## Which edge of the cell needs the finer k mesh?

Why can four times as many k points merely halve the energy error of a crystal, when half as many again then remove almost all of it? The crystal here is stishovite, the dense form of silica in which each silicon atom has six oxygen neighbours. Its cell is short along c and longer along the two equal edges a and b. The three numbers of a k mesh count the divisions along a, b and c, and the cell and its atoms stay fixed while these numbers change.

Ansatz 0.2.0, PBE with PAW and plane waves up to 517 eV (density cutoff 2068 eV), for a fixed 6-atom cell of stishovite, SiO2. The k meshes are unshifted and the occupations fixed, without spin polarisation or dispersion correction. Energies are relative to the 8x8x10 mesh, and pressure is positive in compression.

| k mesh | energy less reference (meV/atom) | pressure (GPa) |
| --- | --- | --- |
| 2x2x4 | 5.000 | 11.220 |
| 4x4x4 | 2.370 | 11.250 |
| 4x4x6 | 0.070 | 11.240 |
| 4x4x8 | 0.010 | 11.240 |
| 6x6x8 | 0.000 | 11.240 |

The column "energy less reference" is the error against the finest mesh, 8x8x10. Going from 2x2x4 to 4x4x4 refines a and b and lowers this error from 5.0 to 2.4 meV/atom. The next step adds only two divisions along c, yet it removes 97% of what was left. The number of k points therefore doesn't control the error by itself; it matters along which edge they are added.

### What an average over k points leaves out

The energy per cell is built from averages over the occupied electron waves of the crystal, and each wave has its own k. A mesh replaces the full average by a finite one. In stishovite every band is either full or empty, with a gap of about 5.6 eV on each mesh. The energy of the full bands is then a smooth, periodic function of k, which can be written as a sum of simple oscillations, one for each lattice vector R.

The exact average removes every oscillation except the constant one, R = 0. A mesh with N evenly spaced divisions along an edge does almost the same. It fails only for vectors R that span a whole multiple of N cells, because such an oscillation has the same value at every mesh point and is mistaken for part of the constant. The error thus comes from lattice vectors at least as long as the repeat length L, which is N times the edge.

A closed ring of N identical molecules with filled shells is a simpler system with the same behaviour. An electron's state spreads a little over its neighbours, and in a small ring this spread reaches round to where it began. In a larger ring it fades before it closes, and the energy per molecule settles. The ring has only one length, however, whereas the crystal has a separate repeat length along each edge.

This explains why the first step only halves the error. On the 2x2x4 mesh the repeat lengths are short in every direction, 8.4 Å along a and b and 10.7 Å along c. The two refinements remove similar amounts of energy, so a and b together account for about half of the error and c for the rest. Four divisions along a and b stretch their repeat to 16.7 Å and remove their part, but the part from the short edge c stays. Six divisions along c raise its repeat length to 16.0 Å, close to the one along a, and most of that part goes too. The same reasoning carries over to a cell of this crystal doubled along c: half as many divisions along that edge give the same repeat length and the same sampling.

### How fast the error fades

For filled bands separated by a gap, theory gives oscillations that shrink roughly exponentially with the length of R. The simplest model lets the errors of the different directions add, each proportional to exp(−L/λ), with a prefactor for each direction but one decay length λ for all of them. Two refinements along c determine λ. Going from four to six divisions removes 34 times as much energy as going from six to eight, while each step lengthens the repeat by 5.33 Å, so λ = 5.33 Å / ln 34 ≈ 1.5 Å.

The last refinement of a and b, from four to six divisions, was not used to find λ and can serve as a test. The first refinement of these edges, from two to four, removed 2.6 meV/atom. Each of the two steps lengthens the repeat by 8.4 Å, so the second should remove less by a factor of exp(8.4/1.5), or roughly 260 with the unrounded lengths. That predicts 0.010 meV/atom, against 0.007 in the calculation.

The agreement supports a steep decay with a similar range in both directions, but it doesn't establish the exponential form. A power law with an exponent near 8.6 describes the same steps equally well, and the last energy change is only a few units of the last printed digit. The case for an exponential comes from the theory of filled bands. The analysis printed after the text lists the steps for both forms.

Length isn't the whole story, however. On the 4x4x6 mesh the repeat lengths are nearly equal, yet refining c once more removes about ten times as much energy as then refining a and b. In this model the prefactor must therefore be larger along c, and the calculation doesn't show why.

### Why the pressure seems to settle at once

The pressure varies by only 0.03 GPa over the whole table, even where the energy is still poor. It is the mean of the stresses along the three edges, and this mean hides a good deal. On the 4x4x4 mesh the stress along c is 0.40 GPa too high, while that along a and b is 0.19 GPa too low. In the mean these errors nearly cancel.

The repeat length offers a simple explanation of the first error. Stretching the cell along c lengthens the repeat in that direction and so reduces the energy error. The calculation therefore favours a longer c edge than it should, which appears as extra compressive stress along c. With λ from the energies, the model puts this extra stress at 0.34 GPa, compared with 0.39 GPa from the change between four and six divisions. For two instead of four divisions along a and b, the same estimate gives 0.15 GPa of extra stress along these edges, against 0.11 GPa in the calculation, so the model is only a rough guide to the size.

The opposite error along a and b lies outside this model, in which λ and the prefactors are fixed. A stress that is too low there means that the energy error grows when a and b are stretched, although the repeat along c keeps its length. When all edges are scaled together, this growth nearly offsets the gain from the longer repeat along c, which is why the pressure is almost right. In terms of the model, λ or the prefactor along c must depend on a and b. Calculations on other cells would be needed to tell which.

The stresses also contain a surprise: 4x4x4 has the better energy, but 2x2x4 has the better stress along each edge. Too few divisions along a and b lower the stress along c by 0.31 GPa, while too few along c raise it by 0.39 GPa. On the coarsest mesh the two errors largely offset each other. Refining only a and b removes one of them and exposes the other.

A steady pressure is thus poor evidence that a mesh is good enough, particularly if the shape of the cell is to be optimised. The stresses along the separate edges are the better guide, and here they come within about 0.01 GPa of the finest mesh from 4x4x6 onwards. The pressure of about 11 GPa that remains belongs to the chosen cell and the other settings, since refining the mesh doesn't remove it.

Numerical output:

```
Repeat lengths and energy errors:
    row  repeat along a (Å)  repeat along c (Å)  k points before symmetry  energy error (meV/atom)
  2x2x4               8.355               10.66                        16                    5.002
  4x4x4               16.71               10.66                        64                    2.367
  4x4x6               16.71               15.99                        96                    0.075
  4x4x8               16.71               21.32                       128                 0.008333
  6x6x8               25.06               21.32                       288                 0.001667
Stress errors against 8x8x10 in GPa:
    row   along a   along c        mean
  2x2x4  -0.08037     0.087    -0.02458
  4x4x4    -0.186    0.4013    0.009737
  4x4x6  -0.01004   0.01305   -0.002343
  4x4x8  -0.00079  -0.00046    -0.00068
  6x6x8  -0.00059   0.00086  -0.0001067
Energy removed by a and b divisions 2 to 4 (meV/atom): 2.635
Energy removed by a and b divisions 4 to 6 (meV/atom): 0.006667
Energy removed by c divisions 4 to 6 (meV/atom): 2.292
Energy removed by c divisions 6 to 8 (meV/atom): 0.06667
Share of the 4x4x4 error removed by c divisions 4 to 6 (%): 96.83
Ratio of the two c steps: 34.37
Decay length from the two c steps (Å): 1.507
Exponential prediction for a and b divisions 4 to 6 (meV/atom): 0.0103
Power law exponent: 8.6
Power law ratio of the two c steps: 34.6
Power law prediction for a and b divisions 4 to 6 (meV/atom): 0.0066
Stress along c from 4 instead of 6 c divisions (GPa): 0.3883
Stress along a from 4 instead of 6 c divisions (GPa): -0.176
Stress along c from 2 instead of 4 a and b divisions (GPa): -0.3143
Stress along a from 2 instead of 4 a and b divisions (GPa): 0.1057
Estimated own-axis stress of the c error (GPa): 0.3351
Estimated own-axis stress of the a and b error (GPa): 0.151
Whole range of the pressure (GPa): 0.03
```
